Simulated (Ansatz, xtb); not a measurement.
## Relative energy of two structures of C2H4Al−

Structure I is a singlet given by its coordinates and structure II is a singlet given by its coordinates. Both are isolated ions in the gas phase, relaxed with PBE0-D3(BJ)/def2-SVPD.

I (Å):

```yaml
atoms:
  - { symbol: C, position_ang: [0.7705, 1.0092, 2.6900] }
  - { symbol: C, position_ang: [1.5641, 0.1932, 2.0089] }
  - { symbol: Al, position_ang: [2.6575, -0.9318, 1.0702] }
  - { symbol: H, position_ang: [0.0352, 1.6913, 2.2140] }
  - { symbol: H, position_ang: [0.7697, 1.0838, 3.7978] }
  - { symbol: H, position_ang: [2.2266, -2.4470, 0.6889] }
  - { symbol: H, position_ang: [4.1297, -0.4883, 0.5576] }
```

Close contacts (Å): C1–C2 1.33, C2–Al3 1.83, C1–H4 1.11, C1–H5 1.11, Al3–H6 1.62, Al3–H7 1.62.

II (Å):

| atom | x (Å) | y (Å) | z (Å) |
| --- | --- | --- | --- |
| C | 1.0371 | 0.7279 | 1.5904 |
| C | 1.4492 | 0.3222 | 2.8130 |
| Al | 2.3686 | -0.6861 | 1.4204 |
| H | 0.2903 | 1.5131 | 1.3699 |
| H | 1.1061 | 0.7099 | 3.7902 |
| H | 1.9658 | -2.2249 | 1.0455 |
| H | 3.9180 | -0.3811 | 0.9994 |

Close contacts (Å): C1–C2 1.35, C1–Al3 1.95, C2–Al3 1.95, C1–H4 1.11, C2–H5 1.11, Al3–H6 1.63, Al3–H7 1.63.

Energies in hartree; the thermal terms are from PBE0-D3(BJ)/def2-SVPD harmonic frequencies (ideal gas, rigid rotor, one conformer each, 600 K, 1 atm) and include the zero-point energy:

|  | I | II |
| --- | --- | --- |
| E, CCSD(T)/def2-SVPD | −320.186495 | −320.201310 |
| E, MP2/def2-SVPD | −320.131515 | −320.149593 |
| E, MP2/def2-TZVPPD | −320.360175 | −320.379201 |
| zero-point energy | 0.040670 | 0.041220 |
| H(600 K) − E | 0.057180 | 0.056791 |
| G(600 K) − E | −0.020728 | −0.017841 |

Problem. Correct the CCSD(T) difference for the basis set by the MP2 change, then work out ΔE, ΔE₀, ΔH and ΔG for I → II in kcal/mol (1 Eh = 627.51 kcal/mol) and the equilibrium ratio [II]/[I].

Solution. 1. Differences II − I: CCSD(T) −0.014815, MP2 in the small set −0.018078, MP2 in the large set −0.019026 Eh.
2. ΔE = −0.014815 + (−0.019026 − (−0.018078)) = −0.015763 Eh = −9.89 kcal/mol.
3. ΔE₀ = ΔE + ΔZPE = −0.015763 + (+0.000550) Eh = −9.55 kcal/mol.
4. ΔH = ΔE + (−0.000389) Eh = −10.14 kcal/mol.
5. ΔG = ΔE + (+0.002887) Eh = −8.08 kcal/mol, so ΔS = (ΔH − ΔG)/T = −14.3 J/(mol K).
6. kT = 1.9001 mEh, so K = [II]/[I] = exp(−ΔG/kT) = exp(+6.78) ≈ 880.

Structure II is favoured at this temperature. An error of 1 kcal/mol in ΔG would change K by a factor of 2.3. Mirror images and further conformers aren't counted.

Other levels gave ΔE = −12.7 (GFN2-xTB); −42.6 (HF/STO-3G, GFN2-xTB geometries); −35.1 (r2SCAN-D4/def2-SVPD, GFN2-xTB geometries); −11.9 (PBE0-D3(BJ)/def2-SVPD); −12.9 (HF/def2-SVPD); −11.3 (MP2/def2-SVPD); −9.3 (CCSD(T)/def2-SVPD) kcal/mol. The correlated steps freeze 7 core orbitals. Programs: Ansatz 0.2.0, xtb 6.7.1.

Structure I is an aluminaallene-type anion, H2C=C=AlH2−, with a linear heavy-atom chain and perpendicular end groups. Structure II is the aluminacyclopropene isomer, in which AlH2 bridges an HC=CH unit. The ring wins despite its strain because aluminium forms π bonds to carbon poorly. The short Al–C contact in I probably owes much to a polar bond, with charge concentrated on the hydrogen-free carbon, whereas II gains a second Al–C σ bond while keeping its C=C bond and the same number of C–H bonds.

The preference is enthalpic. Entropy favours the open chain, probably because its skeletal bends are softer than the ring's modes, and so works against II as temperature rises. All the levels listed agree on the sign, but the values of −42.6 and −35.1 kcal/mol stand far apart from the rest. Both use GFN2-xTB geometries, which suggests a poor structure for I as a shared cause. Interconversion requires hydrogen to migrate between the carbons, and the equilibrium ratio says nothing about how fast that happens.
